Question: Which of these occupation settings can I trust for relaxing a metal?

I have single-point runs on Ta₂Si with the atoms held fixed, and only the smearing changes from row to row. I meant to choose by the energy error, and by that measure even a Gaussian width of 0.5 eV looks acceptable, at under 1 meV/atom. The force column disagrees strongly. Methfessel-Paxton at the same width has a slightly larger energy error but a much smaller force error, and the tetrahedron row has no energy error at all and still a noticeable force change. How can the energy be right and the force wrong?

Ta₂Si (space group I4/mcm, 6 atoms in the cell) at fixed atoms, computed with Ansatz 0.2.0: PBEsol, plane-wave PAW, scalar-relativistic, no spin polarisation, 420 eV cutoff, 10×10×10 k mesh. The reference is Gaussian smearing with a width of 0.1 eV. The energy column refers to the energy at zero smearing, and pressure is positive in compression.

```
  occupation rule  occupation width (eV)  energy less reference (meV/atom)  free energy less reference (meV/atom)  pressure less reference (GPa)  largest force change (eV/Å)
      Fermi-Dirac                   0.01                             0.043                                   1.25                         -0.018                      0.00524
      Fermi-Dirac                   0.02                             0.007                                  0.966                         -0.015                      0.00353
         Gaussian                   0.01                              0.07                                   1.36                         -0.021                      0.00674
         Gaussian                   0.02                             0.051                                   1.29                         -0.018                      0.00566
         Gaussian                    0.5                             0.917                                  -34.7                          0.335                       0.0887
Methfessel-Paxton                   0.02                             0.063                                   1.37                         -0.019                      0.00664
Methfessel-Paxton                    0.2                             0.024                                   1.49                         -0.011                      0.00522
Methfessel-Paxton                    0.5                              1.13                                   2.35                          0.017                       0.0197
             cold                   0.01                             0.073                                   1.38                         -0.023                      0.00727
             cold                   0.05                            -0.007                                   1.27                          -0.02                      0.00430
             cold                    0.1                            -0.071                                   1.24                         -0.014                      0.00469
      tetrahedron                      0                                 0                                   1.31                         -0.063                       0.0142
```

Answer:

The energy column and the force column don't describe the same quantity. The energy is one from which most of the smearing effect has been removed. The forces and the pressure have had no such correction. To see what this does, follow the Gaussian row at 0.5 eV.

Smearing lets states near the Fermi level be partly filled. This raises the energy E of the electrons a little and brings in an entropy-like term, which is subtracted from E to give the free energy F. The self-consistent calculation minimises F. Call the width σ and the energy without smearing E₀. If the density of states is nearly constant within the width, Gaussian smearing gives

F ≈ E₀ − aσ²
E ≈ E₀ + aσ²

where a is proportional to the density of states at the Fermi level. The two deviations are equal and opposite, so the mean of E and F is free of the σ² term. That mean is the energy at zero smearing, whose error you were reading.

The printed forces have no such partner to be averaged with. They are the slope of F when an atom moves, and the pressure is the slope of F when the volume changes:

force = −dE₀/dR + σ² da/dR
pressure = −dE₀/dV + σ² da/dV

Here R is an atomic coordinate and V the volume. The extra terms pull the crystal towards any geometry with more states at the Fermi level. A relaxation with this setting would therefore settle at the minimum of F, not at that of the energy you quote.

The numbers show how far apart the two surfaces are. In the Gaussian 0.5 eV row, F lies 37 meV/atom below the row's own energy at zero smearing, while in every other row the two differ by less than 0.4 meV/atom. The force component on Ta is three times that of the reference. This gap is the warning sign to look for in a run of your own. It isn't itself the force error, because a gap that stayed the same in every geometry would exert no force.

Here the gap does depend on geometry. The pressure error of 0.335 GPa means that the lowering of F grows by about one per cent when the volume grows by one per cent. The sign is what band theory leads us to expect: as the atoms move apart, their orbitals overlap less, the bands narrow, and the same number of states is packed into a smaller range of energy. The density of states itself was not printed, so this cause is argued and not measured. In practice, the relaxed cell would come out slightly too large.

The σ² rule also tells you something about the reference, which is itself a Gaussian run, with a width of 0.1 eV. The pressure change between 0.1 and 0.5 eV can be scaled down to the reference's own error:

0.335 GPa × 0.1² / (0.5² − 0.1²) = 0.335 GPa × 0.01 / 0.24 ≈ 0.014 GPa

A nearly unsmeared run should then lie about 0.014 GPa below the reference. The Gaussian 0.01 eV row, which did not enter the estimate, lies 0.021 GPa below it.

So the rule has the right sign and gives two thirds of the pressure difference. For the force it gives only about half, whereas for the free-energy difference it is good to about 5 %. Much of the shortfall seems to lie with the test row. The entropy term printed by the runs should scale as σ². From 0.1 to 0.5 eV it grows about 28-fold instead of 25-fold, which is near the rule, but at 0.01 eV it is about a fiftieth of the reference's instead of a hundredth. On that scale the density of states seen by this mesh is not smooth, most likely because so narrow a width picks out single levels of the mesh. Wider rows whose rules are built to have no σ² term come closer to the estimate: Methfessel-Paxton at 0.2 eV and cold at 0.1 eV lie 0.011 and 0.014 GPa below the reference, and their Ta forces lie about 0.005 eV/Å below it, against an estimate of about 0.004. A denser mesh would be needed to confirm that the mesh is the cause.

This changes how the quiet part of the table should be read. Leaving aside the tetrahedron row and the two rows at 0.5 eV, nine rows remain, and all nine deviate from the reference in the same direction, with a lower pressure and a smaller force on Ta. A good part of their listed "error" is therefore probably the reference's own. I would not rank these nine settings by their distance from it.

Now take Methfessel-Paxton at 0.5 eV. This rule shapes the broadening so that the σ² term drops out of F itself, not just out of an average taken afterwards. The forces benefit directly: the force change against the reference is 4.5 times smaller than with the Gaussian of equal width, or a little under four times if both are measured from the Methfessel-Paxton 0.2 eV row instead. The energy does not benefit, because its σ² term had already been removed in the Gaussian row too. What remains in both energies, about 1 meV/atom, should come from the density of states changing within the width, which neither scheme removes completely.

The gap between F and the energy at zero smearing won't warn you in this case. It is only about 0.1 meV/atom, smaller than in the much better 0.2 eV row and of opposite sign, because the entropy-like term of this rule can take either sign and passes through zero between the two widths. A repeat at a smaller width will: at 0.2 eV the energy error of the same rule falls from 1.13 to 0.024 meV/atom. The pressure would have misled you as well. Its error of 0.017 GPa looks harmless, but it is an average over three directions in which the errors partly cancel. The stress changes by +0.15 GPa along the c axis and by −0.05 GPa along each of the two axes across it, so in a relaxation this error would affect the shape of the cell more than its volume.

The tetrahedron row is suspect for a different reason. It has practically no smearing term, and its energy agrees with the reference to the last printed digit. Yet its force change is about twice the largest among the nine quiet rows, and its stress is off by −0.15 GPa across the c axis and +0.11 GPa along it. Part of that force change is probably the reference's own error again, but the force on Ta is still 0.007 eV/Å below the lowest of the nine. The run itself carries a warning that its derivatives may miss the slope of the energy.

The likely reason lies in how forces are computed. The usual formula leaves out the response of the occupations to a moving atom. That is allowed when the occupations minimise the quantity whose slope is wanted, as they do for F in Gaussian smearing. Tetrahedron weights come from interpolating the bands between k points, and with the common correction for band curvature they no longer have this property. The energy can then be excellent while the printed force is not its exact slope. I can't tell from these results whether that correction was switched on. Moving a Ta atom slightly both ways and comparing the energy difference with the printed force would at least show whether that force is the true slope of the energy.

For your relaxation, then, choose by forces and by the separate stress components, and use the energy error only for comparing energies at fixed geometry. The nine quiet settings agree with the reference within 0.1 meV/atom in energy and 0.008 eV/Å in each force component, so on this mesh the choice among them matters little. That agreement doesn't show that the mesh is fine enough, least of all for the narrowest widths. With Gaussian smearing, halving the width is expected to cut the unwanted force to roughly a quarter, but only while the density of states on your mesh is smooth on that scale. Here that no longer holds at the narrowest widths: between 0.02 and 0.01 eV the Ta force still moves by about 0.001 eV/Å, some ten times what the rule allows.

The output below lists the gap, the Ta force and the stress changes for each row, together with the σ² estimate, which is scaled from the Gaussian 0.5 eV row without a fit.

The analysis program printed:

```
Signatures of failure:
                row  width eV  free energy less own zero-smearing energy meV/atom  force component on Ta eV/A  change of stress xx GPa  change of stress zz GPa
        Fermi-Dirac      0.01                                             -0.1077                     0.03733                 -0.01776                 -0.01856
        Fermi-Dirac      0.02                                             -0.3557                     0.03903                 -0.01025                 -0.02591
           Gaussian      0.01                                            -0.02467                     0.03583                 -0.02637                 -0.01081
           Gaussian      0.02                                            -0.07567                      0.0369                 -0.01917                  -0.0167
           Gaussian       0.5                                              -36.93                      0.1313                   0.3329                   0.3395
  Methfessel-Paxton      0.02                                           -0.007667                     0.03593                 -0.02374                  -0.0117
  Methfessel-Paxton       0.2                                              0.1513                     0.03735                 -0.03105                  0.02825
  Methfessel-Paxton       0.5                                            -0.09467                     0.06229                 -0.04822                   0.1468
               cold      0.01                                           -0.007667                      0.0353                  -0.0291                 -0.01148
               cold      0.05                                            -0.03767                     0.03827                 -0.01571                 -0.02818
               cold       0.1                                           -0.003667                     0.03787                 -0.01207                 -0.01973
        tetrahedron         0                                           -0.004667                     0.02838                  -0.1511                   0.1119
Reference, free energy below its own zero-smearing energy, meV/atom: 1.315
Force component on Ta, Gaussian 0.5 eV over reference, ratio: 3.084
Energy error at 0.5 eV, Methfessel-Paxton over Gaussian, ratio: 1.232
Force change at 0.5 eV, Gaussian over Methfessel-Paxton, ratio: 4.503
Number of rows below 0.4 eV width without tetrahedron: 9
Largest size of energy error in those rows, meV/atom: 0.073
Smallest force change in those rows, eV/A: 0.00353
Largest force change in those rows, eV/A: 0.00727
Tetrahedron force change over the largest in those rows, ratio: 1.953
Width-squared estimate for Gaussian 0.01 eV, free energy less reference, meV/atom: 1.431
Width-squared estimate for Gaussian 0.01 eV, pressure less reference, GPa: -0.01382
Width-squared estimate for Gaussian 0.01 eV, Ta force component less reference, eV/A: -0.003658
Computed Ta force component less reference, Gaussian 0.01 eV, eV/A: -0.006739
Percent growth of the Gaussian free-energy lowering per percent growth of volume: 0.9666
```
